**Q:** I work with organogallium precursors and want to know what it costs to pull a Ga–C bond apart. For propargylgallane I have three curves along the same stretch, from RHF, UHF and a small CASSCF. Can I take the one that looks most sensible?

**A:** Looks are a poor guide here, because one of the curves has a reasonable shape for partly wrong reasons. The three methods differ in the freedom they give to the two electrons of the bond. RHF puts both into one orbital, UHF gives the up-spin and the down-spin electron an orbital each, and CASSCF lets the pair share two orbitals in any mixture. In the table, the first weak orbital occupation is the number of electrons that CASSCF places in the emptier of these two orbitals. Spin squared belongs to UHF and is zero for a pure singlet.

RHF, broken-symmetry UHF and CASSCF calculations with PySCF 2.14.0 and the cc-pVDZ basis for neutral singlet propargylgallane, HC≡C–CH₂–GaH₂, in the gas phase. CASSCF has two active electrons in two orbitals, and the weak occupation is that of a natural orbital. Only the Ga–C distance varies; both fragments keep their GFN2-xTB geometry.

```tsv
bond length (Å)	CASSCF energy over its lowest point (eV)	RHF energy over CASSCF (eV)	UHF energy under RHF (eV)	spin squared	first weak orbital occupation
1.820	0.417	0.309	0.000	0.000	0.014
1.980	0.000	0.359	0.000	0.000	0.020
2.180	0.057	0.437	0.000	0.000	0.030
2.380	0.400	0.534	0.000	0.000	0.047
2.670	1.041	0.715	0.020	0.201	0.089
3.070	1.827	1.052	0.609	0.829	0.196
3.560	2.415	1.605	1.585	1.063	0.408
4.360	2.727	2.595	2.846	1.146	0.742
5.540	2.781	3.603	3.903	1.159	0.942
```

**Q:** Which method fails most plainly?

**A:** RHF. Its energy over CASSCF grows at every step, from 0.31 eV at the shortest bond to 3.60 eV at the longest. A constant error would cancel when you compare two points on the curve, but this one does not. From 1.98 Å, the lowest computed point, to 5.54 Å, CASSCF rises by 2.78 eV, whereas RHF rises by 2.781 + 3.603 − 0.359 = 6.025 eV.

The end of the curve gives the failure away even without a better method beside it. Between 4.36 and 5.54 Å RHF climbs by another 1.06 eV, although two neutral radicals that far apart should hardly notice each other. CASSCF bears this out: it rises by only 0.05 eV over the same step.

**Q:** What does RHF still feel at that distance?

**A:** Two things: what is left of the energy that electrons gain by moving between the fragments, and the attraction between ions that should not be there. Both fade as the distance grows, so the energy climbs. Two electrons in one orbital spread over both fragments move independently of each other. If the orbital is shared equally, both electrons are found on the same fragment half of the time, which means a cation on one side and an anion on the other. The Ga–C bond is polar, so its proportions differ, but the fault is the same.

Near the equilibrium length this does little harm, since the electrons gain a lot by moving between the fragments. In the stretched bond that gain vanishes, while the cost of putting two electrons on one fragment remains. It even increases with distance, because the ions attract each other less and less. That is the standard explanation for an RHF curve that keeps climbing.

**Q:** And how does CASSCF avoid it?

**A:** It mixes in a second configuration, with both electrons in the antibonding orbital. In an equally shared bond the two configurations have the same ionic parts and opposite covalent parts, so subtracting some of the second from the first removes ionic character and keeps the covalent bond. In a polar bond the ionic parts are no longer equal, but the same mixing still reduces them. The weak occupation records how much of this correction is needed. It grows from 0.014 to 0.942, which is close to one electron in each orbital: the closed-shell bond has become a pair of radicals coupled to a singlet. This smooth growth indicates that the two active orbitals remain the Ga–C pair throughout the scan, which ran from the longest distance inwards. Near equilibrium a π pair of the triple bond is expected to lower the energy more, so a CASSCF started there can settle on the wrong pair.

**Q:** At 1.98 Å the weak occupation is only 0.020. How can so little matter?

**A:** Because the energy follows the amplitude of the second configuration, and the occupation follows its square. Write the wavefunction as c₁ times the bonding pair minus c₂ times the antibonding pair, with c₁² + c₂² = 1. The weak occupation is then n = 2c₂². Let E₁ be the energy of the bonding pair alone, E the energy of the mixture, and K the exchange integral that couples the two configurations.

The first line of the two-by-two energy problem reads E₁c₁ − Kc₂ = Ec₁. It follows that

E₁ − E = K c₂/c₁, with c₂/c₁ = √(n/(2 − n)).

An occupation of 0.020 means a weight of one per cent for the second configuration, but an amplitude ratio of one tenth. With K at a few electronvolts, that is already a few tenths of an electronvolt.

**Q:** Does one value of K really serve the whole stretch?

**A:** Fairly well. I fitted the RHF energy over CASSCF in all nine rows by least squares, with K as the only constant, and got 3.5 eV. Take 3.07 Å, a row that was part of the fit. There n = 0.196, so c₂/c₁ = √(0.196/1.804) = 0.33, and the formula gives about 1.17 eV where the table has 1.05 eV.

The largest miss in any row is 12% of the RHF error. An error simply proportional to n, also fitted with one constant, misses by up to 83%, and it fails worst at the shortest bonds, where n is small and the square root matters most. The fitted K is an effective value. RHF can adjust its orbitals and so lower its energy below E₁, and the true integral changes as the bond opens.

**Q:** I usually check RHF by testing whether UHF finds a lower energy. Up to 2.38 Å it doesn't. Isn't RHF sound there?

**A:** That is the trap in this table. From 1.82 to 2.38 Å UHF falls back onto RHF exactly, with spin squared zero. Over the same range the weak occupation more than triples and the RHF error grows by 0.23 eV. The test stays silent while the curve is already being distorted.

**Q:** Why does UHF wait so long?

**A:** It can remove the ionic parts in only one way, by moving the up-spin electron towards one fragment and the down-spin electron towards the other. That sacrifices some of the energy gained by moving between them. While the bond is strong, the sacrifice costs more than the avoided repulsion returns, and the best UHF solution is the RHF one. CASSCF has no such threshold, because it can admix any small amount of the second configuration.

Two equal sites make this quantitative. Let t be the strength of hopping between them, U the extra repulsion of two electrons on one site, and s the overlap of the up-spin and down-spin orbitals. The UHF energy is −2ts + Us²/2, which is lowest at s = 2t/U. As an overlap cannot exceed 1, the orbitals separate only once U is larger than 2t. The point where this happens is called the Coulson–Fischer point.

**Q:** Can I recognise that point from the CASSCF occupation?

**A:** Roughly. In the same model the two configurations lie 4t apart and are coupled by U/2, which gives n = 1 − 4t/√(16t² + U²). At U = 2t this is 1 − 2/√5, or about 0.11. The table reaches that occupation near 2.7 Å, by linear interpolation between rows.

The actual break comes somewhat earlier, between 2.38 and 2.67 Å, since at 2.67 Å spin squared is already 0.20. The model has equal sites and only two electrons, so it gives the scale and not the exact place. It also tells you what to expect of a neighbouring case: if U is similar, a bond whose orbitals still overlap well at a given stretch keeps t large, and its UHF solution should break later.

**Q:** Once UHF has broken the symmetry, can I trust it?

**A:** Not at first. To see its error, subtract the UHF energy under RHF from the RHF energy over CASSCF. Among the computed points the excess of UHF over CASSCF is largest at 2.67 Å, at 0.70 eV. There UHF has inherited nearly the whole RHF error and has only begun to repair it. By 3.56 Å the excess has shrunk to 0.02 eV.

This close agreement is a crossing of two curves and no sign that UHF has become accurate. At 4.36 and 5.54 Å the UHF energy lies below CASSCF, in the last row by 3.903 − 3.603 = 0.300 eV.

**Q:** Below? I thought CASSCF was the better method.

**A:** It is better for the pair of electrons in its active space, but it keeps all the others in pairs, two to an orbital. UHF is free to give the two spins different orbitals everywhere in the molecule. Both energies are upper bounds to the exact energy in this basis. If UHF lies 0.30 eV lower, then CASSCF must be too high by at least that much at 5.54 Å. The reference neglects the correlation of the other electrons at every distance, and at the far end the neglect becomes visible.

Spin squared shows what kind of fault. If only the two bond electrons separated, UHF could reach at most 1, the value for an equal mixture of singlet and triplet. From 3.56 Å on it exceeds 1 and ends at 1.16. So other electrons must have adopted different orbitals for the two spins as well.

**Q:** Which electrons would those be?

**A:** Most likely the π electrons of the propargyl fragment. The propargyl radical is known for strong spin polarisation: the unpaired electron draws π electrons of like spin towards itself and leaves the opposite spin elsewhere. A two-orbital active space has no room for that response. The assignment rests on this chemical knowledge, and a plot of the UHF spin density would test it.

**Q:** So is the UHF curve at least usable for the cost of breaking the bond? It flattens out nicely.

**A:** It flattens because it has removed the ionic parts, and that much is right. But its rise from 1.98 to 5.54 Å is 2.12 eV, well under the 2.78 eV of CASSCF. Of the difference, 0.36 eV arises at the start, where UHF equals RHF and lies too high. The other 0.30 eV arises at the end, where UHF gains from electrons that CASSCF leaves unpolarised. So the first part is a fault of UHF. The second shows that CASSCF misses something at the end, but not how far its rise is wrong: it leaves the other electrons uncorrelated at the start as well, where UHF recovers nothing, so UHF treats the two ends unevenly. The smooth shape and the flat end reveal neither.

Neither rise is a bond energy. The fragments keep their shape throughout, although real radicals would relax and lower the end of the curve. The small CASSCF also leaves out most of the dynamic correlation, the short-range avoidance among all the electrons.





**Q:** Then what should I look at first when I stretch the next bond?

**A:** Look at the weak occupation before you look at the UHF energy. If it grows along the path, expect the RHF error to grow too, even while UHF still reports nothing. Once UHF does break away, read its spin squared: for a single breaking bond, a value above 1 says that more than the bond pair is involved. Enlarge the active space before you use the small CASSCF as the judge.
